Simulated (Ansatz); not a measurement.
# Strength of the B–H bond: BH(CH3)Cl → B(CH3)Cl + H

Species: BH(CH3)Cl, singlet; B(CH3)Cl, doublet; H atom, doublet. 

Shapes, held fixed at every level: PBE0-D4/def2-TZVP. Programs: Ansatz 0.2.0. The zero-point and thermal change to 298 K, harmonic and unscaled (PBE0-D4/def2-TZVP), is -21.7 kJ/mol.

```tsv
level	kind	ΔH(298 K) (kJ/mol)	less CCSD(T)/CBS estimate	CPU time (sum over the molecules)
PBE-D4/def2-TZVPP	GGA	+413.7	-24.7	7.3 s
r2SCAN-D4/def2-TZVPP	meta-GGA	+413.0	-25.4	14 s
B3LYP-D4/def2-TZVPP	global hybrid	+430.7	-7.7	9.9 s
PBE0-D4/def2-TZVPP	global hybrid	+417.3	-21.1	8.2 s
B2PLYP/def2-TZVPP	double hybrid	+430.0	-8.4	12 s
MP2/def2-SVP	perturbation theory	+412.0	-26.4	–
MP2/def2-TZVPP	perturbation theory	+424.2	-14.2	–
CCSD(T)/CBS estimate	coupled cluster or CI	+438.4	0.0	2.2 min
```

The highest level, CCSD(T)/CBS estimate, gives ΔH(298 K) = +438.4 kJ/mol; the levels span +412.0 to +438.4. The column of differences is taken from that level and isn't an error. No measured value is set beside it here. Open shells run unrestricted unless RO is named. The CBS estimate extrapolates MP2 from def2-TZVPP and def2-QZVPP and adds CCSD(T) − MP2 in the triple-zeta set, cores frozen. Times are processor times on shared x86 and Arm servers, and rough.

Breaking this B–H bond homolytically is costly, at +438.4 kJ/mol by the highest level, as expected for a strong, weakly polar σ bond. The resulting boryl radical gains little compensating stabilisation: its unpaired electron sits mainly in an in-plane σ hybrid with appreciable s character, orthogonal to the formally empty boron p orbital. Chlorine lone-pair donation into that p orbital operates in both the borane and the radical, so it should largely cancel.

Every other level gives a weaker bond. For MP2, enlarging the basis raises the enthalpy, consistent with better recovery of the correlation energy of the electron pair that is lost on dissociation. The density functionals don't improve steadily with rank: r2SCAN falls slightly below PBE, and B2PLYP practically matches B3LYP. PBE0 remains close to PBE, so admixing exact exchange doesn't by itself ensure a result near the coupled-cluster value. Without a parent borane for comparison, the separate effects of methyl and chlorine on the bond strength remain undetermined.
